Hybrid-functional DFT calculations with Ansatz 0.2.0 for rock-salt PbSe, using plane waves, PAW potentials, a 6x6x6 k mesh and fixed occupations, without spin polarisation or spin-orbit coupling. All rows share one cell, relaxed with r2SCAN-rVV10. Pressure is positive in compression and rounded to 0.1 GPa.

```csv
functional,wave cutoff,pressure (GPa)
DDH-PBE0,420 eV,1.700
HSE06,420 eV,0.800
LC-wPBE,420 eV,-0.200
PBE0,420 eV,0.900
r2SCAN0,500 eV,0.500
```

## What the pressure tells

Every row is the same crystal: rock-salt PbSe with its atoms held in place, treated with five hybrid functionals. A hybrid replaces part of an approximate exchange energy by exact exchange, computed from the orbitals. Since the cell is cubic, the three stresses are equal by symmetry, and each row carries only one independent number, the pressure.

A positive pressure means that the functional would like a larger cell, a negative one that it would like a smaller cell. The cell was relaxed with yet another functional, r2SCAN with a dispersion term. Zero pressure therefore means agreement with that functional, not with experiment.

How much lattice is at stake? For a small cubic strain the relative change of the edge is P/(3B), where P is the pressure and B the bulk modulus. With a rough, recalled B of 50 GPa, DDH-PBE0 wants an edge about 0.07 Å longer, a little over one per cent. LC-wPBE wants one about 0.01 Å shorter.

The question is what sets the order. Three answers suggest themselves: the band gap, the total share of exact exchange, and the distance between electrons at which exact exchange acts.

## First answer: the gap

The gap is a tempting choice. The same calculations give 0.48 eV for DDH-PBE0, where the pressure is highest, and 4.4 eV for LC-wPBE, where it is lowest. The chemical story is ready to hand: a wide gap means firmly bound electrons, and firm binding means a compact crystal. Over the five rows the rank correlation between gap and pressure is -0.9.

A straight line in the logarithm of the gap, fitted by least squares to all five rows, follows the pressures with a typical miss of 0.2 GPa. So loose a fit can neither establish the idea nor dispose of it. What is needed is a pair of rows in which the gap changes while little else does.

HSE06 and PBE0 are that pair. Both start from PBE and both mix in a quarter of exact exchange, but HSE06 switches it off at long distance. The gap grows by 0.55 eV from HSE06 to PBE0, and the line then asks for a pressure 0.43 GPa lower. The computed pressures agree to 0.1 GPa, and with loosely converged stresses these two rows should not be ranked at all.

A wider gap is therefore not enough to lower the pressure. These gaps also leave out spin-orbit coupling, which is known to narrow the gap of PbSe by several tenths of an electronvolt. That matters most for DDH-PBE0, whose gap is itself only about half an electronvolt. The comparison of HSE06 with PBE0 suffers much less, because both rows leave out the same effect.

## Second answer: the total share

The second answer counts exact exchange and ignores where it acts. It has a sound starting point. If a is the share of exact exchange mixed into PBE, the energy is

E(a) = E(PBE) + a · [Eₓ(exact) − Eₓ(PBE)].

The energy is stationary with respect to the orbitals, so their response to a changes it only in second order. To first order the energy, and with it the pressure, runs along a straight line in a.

DDH-PBE0 and PBE0 fix that line, since they differ only in the share. PBE0 uses 0.25. DDH-PBE0 uses the inverse of the dielectric constant, which is large in PbSe, so its share is roughly 0.05 or less. Going from this small share to a quarter lowers the pressure by 0.8 GPa.

The direction fits a well-known habit of PBE, which makes many solids too large. The usual explanation is that its gradient correction to exchange favours uneven densities, and the density becomes more uneven as atoms move apart. Exact exchange replaces part of that term and so takes away part of the push. The table shows the drop in pressure; this reason for it comes from theory.

LC-wPBE puts the counting rule to a test, because its exact exchange rises to the full amount at long distance. Carried on to a share of one, the line gives between -1.5 and -2.1 GPa, depending on whether DDH-PBE0 is assigned a share of 0 or 0.05. The computed value is -0.2 GPa. The rule gets the direction right and overshoots by more than 1 GPa.

Part of that miss may be curvature, since the line is drawn over a short stretch and then extended three times as far. This row alone therefore does not settle the matter. HSE06 is a cleaner test: counted in the same way, by its share at long distance, it has none and should lie at or above the 1.7 GPa of DDH-PBE0, yet it gives 0.8 GPa. A single share is no safe guide to the size of the effect. r2SCAN0 points the same way: it has the same quarter of exact exchange as PBE0, yet its pressure is 0.4 GPa lower. It differs in its parent functional and also in its plane-wave cutoff, so that offset cannot be credited to one of them.

## Third answer: the distance

The third answer asks at which separation of two electrons exact exchange is switched on. Range-separated functionals split the repulsion 1/r into a near part, erfc(ωr)/r, and a tail, erf(ωr)/r. The parameter ω sets the border, at a distance of about 1/ω. HSE06 uses exact exchange only in the near part, PBE0 in both.

In HSE06 the standard ω is about 0.11 per bohr, which puts the border near 4.8 Å. Exchange acts mostly between electrons closer together than that. There the tail is almost flat, and it can be replaced by its value at zero distance, c = 2ω/√π in atomic units.

A constant interaction makes exact exchange very simple. It lowers each filled state by c and leaves the empty states alone. For N electrons the energy is −Nc/2, where the half avoids counting pairs twice. This energy contains the number of electrons but not the volume of the cell, and an energy that does not change with volume exerts no pressure.

PBE0 does not add this tail to HSE06; it exchanges a quarter of the PBE tail for the exact one. The PBE tail obeys the same counting rule, because the exchange hole around an electron, the region from which others of like spin are kept away, adds up to one electron in both descriptions. As long as the tail is flat, its energy is therefore also −Nc/2, and the two cancel. Its potential, however, is −c/2 for filled and empty states alike.

The difference between exact and PBE tail thus pushes filled states down by c/2 and empty states up by c/2. In this flat limit the gap opens while the pressure stays put. That is the pattern of the HSE06 and PBE0 rows.

## The estimate in numbers

With one hartree equal to 27.2 eV, a quarter share of the tail should open the gap by

0.25 × 2 × 0.11/√π × 27.2 eV = 0.84 eV.

Half of this, 0.42 eV, should appear as a drop of the filled edge and half as a rise of the empty edge. Nothing in this estimate was adjusted to the PbSe results.

The calculation gives 0.55 eV for the gap. The filled edge falls by 0.28 eV and the empty edge rises by 0.27 eV. The even split agrees with the estimate, while the size is overestimated by about half.

The exact-exchange energy gives a second test. For the 30 electrons treated explicitly in each cell, the tail should contribute −30/2 × 0.844 eV, or -12.7 eV. The computed exact-exchange energies of PBE0 and HSE06 differ by -12.4 eV, so here the flat-tail picture is good to a few per cent.

Why is the energy so much better than the gap? Twenty of the 30 electrons sit in compact d shells of lead and selenium, where the tail really is flat. The states at the band edges spread over neighbouring atoms and feel the tail fall off. This reading fits both numbers, though neither isolates it. The mesh may play a part as well: on 6x6x6 points much of the tail in PBE0 is expected to rest on how the singular term at zero wave vector is treated, and the gap was not followed to a finer mesh.

The energy test was made at a single volume, so it confirms the size of the tail term and not its independence of volume. That independence holds only for the flat part. The 0.3 eV by which the estimate misses is the part that is not flat, and if it grows with a modest power of the volume, in a cell of 58 Å³ it is expected to exert several tenths of a GPa by itself. Nor is the cancellation against the PBE tail complete: the total energy of PBE0 lies about three electronvolts per cell above that of HSE06. The approximate exchange taken away, about 15 eV, is thus larger than the flat value for 30 electrons. The excess probably comes from the atomic cores or from the model exchange hole that HSE06 uses, though the outputs do not separate these. The nearly equal pressures of HSE06 and PBE0 then say that what is left over, the non-flat part of the exact tail set against that of the approximate one, changes little with volume. This is expected if the two holes have a similar extent, but one volume cannot show it.

## When the border moves inside the bond

In LC-wPBE the standard ω is about 0.40 per bohr, and the border moves in to about 1.3 Å. The Pb–Se contact is 3.07 Å long. Exact exchange now takes over within the bond, where the interaction is far from flat.

The gap shows how badly the constant then fails. With the full share of exact exchange it would open the gap by 2 × 0.40/√π × 27.2 eV, about 12 eV, but the whole computed gap is only 4.4 eV. Once the tail varies across a bond, its energy can depend on the bond length, and the pressure is free to respond.

This makes sense of a pressure below that of PBE0, and also of one well above the straight-line forecast, since LC-wPBE keeps approximate exchange at the shortest distances. It remains an interpretation of one row. LC-wPBE also uses a different form of approximate exchange near the electron, and that may shift the pressure as well.

## Reading a neighbouring series

Two questions now give a first guess for another hybrid built on PBE. How much exact exchange acts at short range, inside a bond? That bears on the pressure, though only as a rough sorting: at the Pb–Se distance itself HSE06 has already dropped well below a quarter and LC-wPBE has nearly reached the full share, and neither pressure follows those local values. How much acts far beyond it? That bears mainly on the gap.

Take the same functionals in MgO. Its dielectric constant is only about 3, so the dielectric-dependent share is about a third, more than the quarter in PBE0. DDH-PBE0 should then want a smaller cell than PBE0, the reverse of their order in PbSe. The name of the functional stays the same, but the material sets its share.

For PbSe, the distance at which exact exchange acts offers a reason for the one clean comparison that the gap cannot account for, and it suggests why counting the total share can mislead. What stays open is the low pressure of LC-wPBE: does it come from exact exchange inside the bond, or from the different approximate exchange at short range? Moving the border inwards step by step, with the short-range form held fixed, would tell the two apart.
